**Kohn anomalies of a neutral honeycomb sheet: two sites, one hopping, germanene numbers**

**Model.** I take A and B atoms of mass $M$, in-plane bond vectors $b(\cos\phi_j,\sin\phi_j)=b\,\mathbf n_j$ with $\phi_j=2\pi j/3$, $a=\sqrt3b$, and hopping $-(t-\eta\,\delta l_j)$, where $\delta l_j=\mathbf n_j\cdot(\mathbf u_B-\mathbf u_A)$. Buckling only changes $\eta$. I set $T=0$ and put the Fermi level at the Dirac point. With $\mathbf K=(0,4\pi/3a)$, $e^{i\mathbf K\cdot b\mathbf n_j}=e^{i\phi_j}$, so $H_{AB}=-i\hbar v(k_x\pm ik_y)$ near $\mathbf K$ and $2\mathbf K\equiv\mathbf K'$, with $\hbar v=3tb/2$.

**Vertices** (polarisation normalised per cell, $\langle D^2\rangle=\tfrac14\sum_{ss'}|V_{ss'}|^2$ over the cone states).

- $\Gamma$: $\mathbf e_A=-\mathbf e_B=(\cos\varphi,\sin\varphi)/\sqrt2$ gives $V_{AB}=-\tfrac{3}{\sqrt2}\eta e^{\pm i\varphi}$, which shifts each cone perpendicular to $\mathbf e_A$. So $\langle D_\Gamma^2\rangle=9\eta^2/4$.
- $K$: $\mathbf e_A=-(1,-i)/2$, $\mathbf e_B=(1,i)/2$ gives $\delta l_j\propto e^{-i\phi_j}$ and $V_{AB}=V_{BA}=3\eta$ from $\mathbf K$ to $2\mathbf K$. So $\langle D_K^2\rangle=9\eta^2/2=2\langle D_\Gamma^2\rangle$.

**Bubble.** With $\mathbf k'=\mathbf k+\mathbf q$, $\mathbf q\parallel x$, and angles $\theta,\theta'$, the interband weights are $\langle D^2\rangle F$ with $F=1\pm\cos(\theta+\theta')$ (LO, TO) and $F=1+\cos(\theta-\theta')$ ($K$). Then
$$\hbar\Delta\omega=-\frac{\hbar}{2M\omega_0}\frac{\sqrt3a^2}{2}\,g\langle D^2\rangle\int\!\frac{d^2k}{4\pi^2}\frac{2EF}{E^2-\hbar^2\omega^2},\quad E=\hbar v(k+k').$$
Here $g=4$ at $\Gamma$ (spin, valleys) and $g=2$ at $K$ (one valley pair). Elliptic coordinates $k,k'=\tfrac q2(\cosh\mu\mp\cos\nu)$ have $d^2k=kk'\,d\mu\,d\nu$, and $kk'F=\tfrac{q^2}{2}\{\sinh^2\!\mu\cos^2\!\nu,\ \cosh^2\!\mu\sin^2\!\nu,\ \sinh^2\!\mu\}$. The $\nu$ integral doubles $K$ relative to LO and cancels the halved $g$. With $y=\sinh\mu$, $s^2=1-\omega^2/v^2q^2$:
$$\int_0^{Y}\!\frac{y^2dy}{y^2+s^2}\to Y-\frac{\pi s}{2},\qquad\int_0^{Y}\!\frac{(y^2+1)\,dy}{y^2+s^2}\to Y+\frac{\pi(1-s^2)}{2s}.$$
The product $qY$ is a fixed cutoff, which I absorb in $\omega_0$. What remains is
$$\Delta\omega_{LO,K}=\lambda\sqrt{v^2q^2-\omega^2},\quad\Delta\omega_{TO}=-\frac{\lambda\,\omega^2}{\sqrt{v^2q^2-\omega^2}},\quad\lambda=\frac{\sqrt3a^2\langle D^2\rangle}{8\hbar M\omega_0v^2}.$$

**General statement recovered.** With $\omega\to\omega+i0$ and $q=0$, LO and TO both give $-i\lambda\omega_0$, so the FWHM in energy is $\gamma_0=2\hbar\lambda\omega_0$. The static LO slope is $\alpha_\Gamma=\hbar\lambda v=\gamma_0v/2\omega_0$, and static TO has no kink. Since $\alpha\,\omega_0\propto\langle D^2\rangle$, $\alpha_K\omega_K/\alpha_\Gamma\omega_\Gamma=2$. On shell, $\Delta\omega/\lambda\omega_0$ is:

| $vq/\omega_0$ | LO | TO |
|---|---|---|
| 0 | $-1.000i$ | $-1.000i$ |
| 0.5 | $-0.866i$ | $-1.155i$ |
| 2 | $1.732$ | $-0.577$ |

Below $q_0=\omega_0/v$ the kink is replaced by damping.

**Numbers.** Typical or assumed germanene inputs, all of them: $a=0.40$ nm, $v=5.0\times10^5$ m/s, $M=72.63$ u, $\omega_\Gamma=5.5\times10^{13}$ s$^{-1}$, $\omega_K=4.8\times10^{13}$ s$^{-1}$, $t\propto b^{-2}$, hence $\eta=2t/b$. Then $t=1.5\times10^{-19}$ J, $\eta=1.3\times10^{-9}$ N, $\langle D_\Gamma^2\rangle=3.9\times10^{-18}$ N$^2$ and $\lambda_\Gamma=9\sqrt3\hbar/2M\omega_\Gamma a^2=7.7\times10^{-4}$. The model's results are $\gamma_0/\hbar=8.5\times10^{10}$ s$^{-1}$ (56 μeV), $\alpha_\Gamma/\hbar=3.9\times10^2$ m/s, $\alpha_K/\hbar=8.9\times10^2$ m/s and, at $\Gamma$, $q_0=1.1\times10^8$ m$^{-1}$, or 1.05 % of $|\mathbf K|$. Setting $\omega=\omega_0$ fails for TO within $|vq/\omega_0-1|\lesssim(\lambda_\Gamma^2/2)^{1/3}\approx7\times10^{-3}$, the self-consistent relative softening at $q_0$.

**What germanene adds.** The spin-orbit gap, typically $E_g\approx24$ meV, rivals $\hbar\omega_\Gamma=36$ meV and $\hbar\omega_K=32$ meV. I add a mass $\pm E_g/2$, opposite in the two valleys for fixed spin. The angle-averaged $q=0$ weights, and so the widths above threshold, gain factors $1\pm E_g^2/\hbar^2\omega^2$: 1.44 at $\Gamma$ (upper sign), 0.42 at $K$. The LO and $K$ bubbles still depend only on $v^2q^2-\omega^2$, so a dispersion integral gives the static shift measured from $q=0$, relative to $\lambda vq$:
$$r_\pm=\frac2\pi\int_{E_g/\hbar}^\infty\!d\omega\,\frac{vq\,(1\pm E_g^2/\hbar^2\omega^2)}{\omega^2+v^2q^2}=\frac2\pi\Big[\arctan x\pm\Big(\frac1x-\frac{\arctan x}{x^2}\Big)\Big],$$
with $x=\hbar vq/E_g$. At $q_0$, $x=1.51$, $r_+=0.77$ and $r_-=0.48$. The kinks are rounded, and the ratio 2 returns only for $x\gg1$. At 300 K Pauli blocking multiplies $\gamma_0$ by $\tanh(\hbar\omega_\Gamma/4k_BT)=0.34$.

The weakest input is $\eta$, which enters squared. In graphene the exponent $\eta b/t$ is typically nearer 2.5. If germanene is similar, the model's $\lambda$, widths and slopes lie low by a factor of about 1.6, while the slope ratio is untouched.